Row 4 looks wrong. It places chlorine beside the small hydrogen on boron, whereas row 1 places it beside the bulkier methyl group, and the two conformers are otherwise nearly alike. By size alone row 4 should be the more comfortable, yet its DFT energy is 0.73 kcal/mol higher.

Conformers of CB[C@@](C)(CC)[SiH2]Cl, computed with PySCF 2.14.0 and tblite 0.8.0: gas-phase B3LYP-D3(BJ)/def2-SVP energies at GFN2-xTB geometries. Free energies, and the weights from them, include GFN2-xTB quasi-harmonic terms at 298.15 K. The torsions are C1–B2–C3–Si7, Si7–C3–C5–C6 and C4–C3–Si7–Cl8, with atoms numbered in SMILES order.

```tsv
number	torsions in degrees	GFN2-xTB energy above its lowest (kcal/mol)	DFT energy above the lowest (kcal/mol)	free energy above the lowest (kcal/mol)	weight (%)	dipole (D)
1	(88,-177,177)	0.250	0.000	0.000	24.900	1.180
2	(-98,-176,-58)	0.000	0.040	0.030	23.600	1.370
3	(81,-175,-61)	0.350	0.560	0.460	11.500	1.680
4	(-91,-179,177)	0.240	0.730	0.570	9.500	1.710
5	(84,-175,60)	0.570	0.610	0.580	9.300	1.240
6	(-94,-176,58)	0.430	0.690	0.580	9.300	1.220
7	(94,60,166)	0.670	0.770	0.960	4.900	1.260
8	(-87,56,168)	0.890	1.350	1.290	2.800	1.700
9	(-100,57,-71)	0.850	1.350	1.410	2.300	1.520
10	(80,56,-75)	1.070	1.670	1.520	1.900	1.810
```

The molecule is `CB[C@@](C)(CC)[SiH2]Cl` in SMILES notation. Its central carbon carries a borane group (BH–CH₃), a methyl group, an ethyl group and a chlorosilyl group (SiH₂Cl). The three torsions describe, in order, the turn of the borane group, of the ethyl group and of the chlorosilyl group about their bonds to the central carbon. Together with the handedness of that carbon they show where chlorine lies. It is beside the B–CH₃ bond in rows 1, 2, 7 and 9, beside the B–H bond in rows 4, 3, 8 and 10, and on the far side of silicon from boron in rows 5 and 6. Taken in this order, the first two groups form four pairs whose members differ by a half turn of the borane group, to within 2°. The half turn exchanges H and CH₃ but leaves the plane of boron's bonds, and so the direction of its empty p orbital, almost unchanged.

In all four pairs the conformer with chlorine beside B–H is the higher one, by 0.54 kcal/mol on average. Rows 5 and 6 serve as a control, because they differ by the same half turn while chlorine is far from both groups. Their energies differ by only 0.08 kcal/mol. What matters is therefore which group chlorine meets, and not the turn of the borane group as such.

The likely reason lies in the polarity of the B–H bond. Boron is less electronegative than hydrogen, so this hydrogen is hydridic and carries some negative charge. The methyl group, although its carbon is negative, turns slightly positive hydrogens outwards. The borane group can thus have a sideways dipole, with its negative end at H and its positive end towards CH₃. Chlorine is the negative end of the Si–Cl bond and is better placed beside the methyl group, where the two sideways dipoles oppose each other.

The computed dipoles fit this picture. Opposed moments partly cancel, and the total dipole is indeed smaller with chlorine beside B–CH₃ in all four pairs, for example 1.18 D in row 1 against 1.71 D in row 4. In rows 5 and 6 the Si–Cl bond has almost no sideways component, so the half turn should leave the total dipole alone. It changes by just 0.02 D.

The same dipoles give a rough size for the effect. Let m be the sideways moment of the borane group, M that of the rest of the molecule, and r the distance between them. Going from opposed to parallel moments raises the square of the total dipole by 4mM and the energy by 2mM/r³, so the energy change is half the change in the squared dipole, divided by r³. For rows 1 and 4 the squared dipole changes by 1.71² − 1.18² ≈ 1.5 D². With r taken as 3 Å, and 1 D²/Å³ worth about 14 kcal/mol, this gives 1.5/(2 × 27) × 14 ≈ 0.4 kcal/mol.

Nothing was fitted in this estimate, but point dipoles so close together can be trusted only for the order of magnitude. Electrostatics is thus large enough to matter, which does not prove that it acts alone. Dispersion probably also favours chlorine beside CH₃, and in a small basis set this contact may be stabilised artificially. The energies do not separate these contributions. Nor do the sideways dipoles explain why rows 5 and 6 lie as high as rows 3 and 4, since alone they would put them about midway between the two sides. In rows 5 and 6 chlorine sits between the methyl and ethyl groups of the central carbon, which may add a cost of its own. It is also farther from boron, whose empty p orbital may attract chlorine's lone pairs in the other rows. The data do not separate these two possibilities.

The ethyl group sets the second, larger step. In rows 1–6 its methyl end points away from silicon and lies next to the flat borane group; in rows 7–10 it lies next to the bulkier silyl group instead. The resulting crowding is the likely reason why each of these four rows lies well above its counterpart among rows 1–4. A model with one fixed cost for this turn and another for chlorine not being beside B–CH₃, fitted to all ten DFT energies, has an rms error of 0.16 kcal/mol over a range of 1.67 kcal/mol; the printed analysis follows this text.

The model fails most clearly at row 9, which it places 0.34 kcal/mol too low, because the ethyl turn does not have a fixed cost. It costs 1.31 kcal/mol from row 2 to row 9, but only 0.77 kcal/mol from row 1 to row 7. In all four crowded rows the silyl group has twisted in the same sense, which carries chlorine towards boron in rows 9 and 10 and away from it in rows 7 and 8. This may be why rows 9 and 10 pay more, though no calculation here isolates the effect.

The level of theory matters for the side preference. GFN2-xTB gives only 0.20 kcal/mol on average and sees no real difference between rows 1 and 4. It also makes row 2 the lowest, whereas DFT leaves rows 1 and 2 tied within the noise. With the DFT energies and GFN2-xTB free-energy terms, conformers with chlorine beside B–CH₃ hold 56% of the weight and those with chlorine beside B–H 26%, shares that refer only to the ten conformers kept of the 13 found. A force-field rotamer was lost on relaxation with GFN2-xTB, so the set may be incomplete and the shares could shift. They hold for a single molecule only: a borane of this kind tends to dimerise through B–H–B bridges, and no dimer was computed.

Output of the analysis:

```
fit of en on 10 rows: constant 0.07071 +/- 0.11, coefficient of away 0.5514 +/- 0.13, coefficient of ethyl 0.9386 +/- 0.13; rms 0.16, worst 9 -0.341, leave-one-out rms 0.246
fit of en on 10 rows: constant 0.3325 +/- 0.17, coefficient of anti 0.3175 +/- 0.3, coefficient of ethyl 0.9525 +/- 0.24; rms 0.288, worst 7 0.515, leave-one-out rms 0.385
Row less its half-turn partner (energies in kcal/mol):
  row  DFT energy  GFN2-xTB energy  dipole in D  dipole estimate  Cl-Si-C3-B torsion size in degrees  misfit of side model
    1       -0.73             0.01        -0.53          -0.4154                                  63               0.07071
    2       -0.52            -0.35        -0.31          -0.2564                                  62               0.03071
    3        0.52             0.35         0.31           0.2564                                  59               0.06214
    4        0.73            -0.01         0.53           0.4154                                  63               -0.1079
    5       -0.08             0.14         0.02          0.01334                                 180               0.01214
    6        0.08            -0.14        -0.02         -0.01334                                 178              -0.06786
    7       -0.58            -0.22        -0.44          -0.3532                                  74                0.2393
    8        0.58             0.22         0.44           0.3532                                  72                0.2107
    9       -0.32            -0.22        -0.29          -0.2619                                  49               -0.3407
   10        0.32             0.22         0.29           0.2619                                  45               -0.1093
Largest departure of the partners from a half turn, degrees: 2
Mean DFT cost of Cl beside B-H instead of B-CH3, kcal/mol: 0.5375
Mean GFN2-xTB cost of the same swap, kcal/mol: 0.195
Weight of conformers with Cl beside B-CH3, %: 55.7
Weight of conformers with Cl beside B-H, %: 25.7
Weight of conformers with ethyl anti to Si, %: 88.1
DFT cost of the ethyl turn from row 1 to 7, kcal/mol: 0.77
DFT cost of the ethyl turn from row 4 to 8, kcal/mol: 0.62
DFT cost of the ethyl turn from row 2 to 9, kcal/mol: 1.31
DFT cost of the ethyl turn from row 3 to 10, kcal/mol: 1.11
```
